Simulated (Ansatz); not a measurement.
Isomers of C4H4F2

3 of its isomers, all singlets with charge 0: A = `FC1(F)C=CC1`; B = `FC1=CCC1F`; C = `FC1=CC(F)C1`.

Shapes, held fixed at every level: PBE0-D4/def2-TZVP. Programs: Ansatz 0.2.0.

A:

```xyz
10

F    -1.9106   -0.6065    0.2924
C    -0.5574   -0.6642    0.2685
F    -0.2182   -1.8054    0.9148
C     0.0886   -0.4471   -1.0694
C     0.7119    0.6523   -0.6457
C     0.1629    0.6103    0.7654
H     0.0432   -0.9946   -2.0012
H     1.3843    1.3501   -1.1289
H     0.8887    0.4314    1.5609
H    -0.5102    1.4227    1.0460
```

B:

```xyz
10

F     2.2324    0.3441   -0.8287
C     1.0494    0.0509   -0.3272
C     0.5565   -0.9931    0.3295
C    -0.8128   -0.3498    0.4398
C    -0.2320    0.8085   -0.4167
F    -0.2593    2.0512    0.1667
H     0.9452   -1.9554    0.6311
H    -1.0889   -0.0135    1.4404
H    -1.6456   -0.8926   -0.0136
H    -0.6617    0.8987   -1.4183
```

C:

```xyz
10

F    -1.3903    0.1596   -1.9427
C    -0.5411    0.1038   -0.9382
C     0.7865    0.1047   -0.8683
C     0.7154   -0.1340    0.6133
F     1.2672    0.8526    1.4029
C    -0.8352   -0.0679    0.5144
H     1.6030    0.1843   -1.5700
H     1.1091   -1.0907    0.9662
H    -1.3814   -0.9684    0.8047
H    -1.2501    0.8049    1.0209
```

Electronic energies in kJ/mol, without zero-point or thermal terms.

| level | kind | B − A | C − A |
| --- | --- | --- | --- |
| PBE-D4/def2-TZVPP | GGA | +23.4 | +13.1 |
| r2SCAN-D4/def2-TZVPP | meta-GGA | +30.0 | +18.6 |
| PBE0-D4/def2-TZVPP | global hybrid | +26.9 | +16.5 |
| wB97M-V/def2-TZVPP | range-separated hybrid | +32.9 | +22.4 |
| B2PLYP/def2-TZVPP | double hybrid | +29.4 | +19.4 |
| CCSD/def2-TZVPP | coupled cluster or CI | +32.8 | +23.7 |
| CCSD(T)/CBS estimate | coupled cluster or CI | +33.2 | +23.7 |

The highest level, CCSD(T)/CBS estimate, puts A lowest of these. All levels agree on that. The B − A difference spans +23.4 to +33.2 kJ/mol over the levels. The CBS estimate extrapolates MP2 from def2-TZVPP and def2-QZVPP and adds CCSD(T) − MP2 in the triple-zeta set, cores frozen.

The order is the same at every level: the geminal difluoride A lies lowest, then C, then B, with C 23.7 and B 33.2 kJ/mol above A at the highest level. The preference for A fits the well-known stabilisation of a CF2 group, in which a lone pair on each fluorine donates into the antibonding orbital of the other C–F bond and the strongly positive carbon binds both fluorines more tightly. The C–F bonds in A are indeed shorter than the one at the saturated carbon in B or C. B and C both carry one vinylic and one allylic fluorine, so the gap between them probably reflects the neighbouring C–F dipoles in B, which are farther apart in C. That gap hardly changes with the method, whereas PBE places both isomers too close to A; this suggests that its error lies mainly in the balance between geminal and vinylic fluorination. The energies say nothing about how readily each ring opens to the corresponding difluorobutadiene.
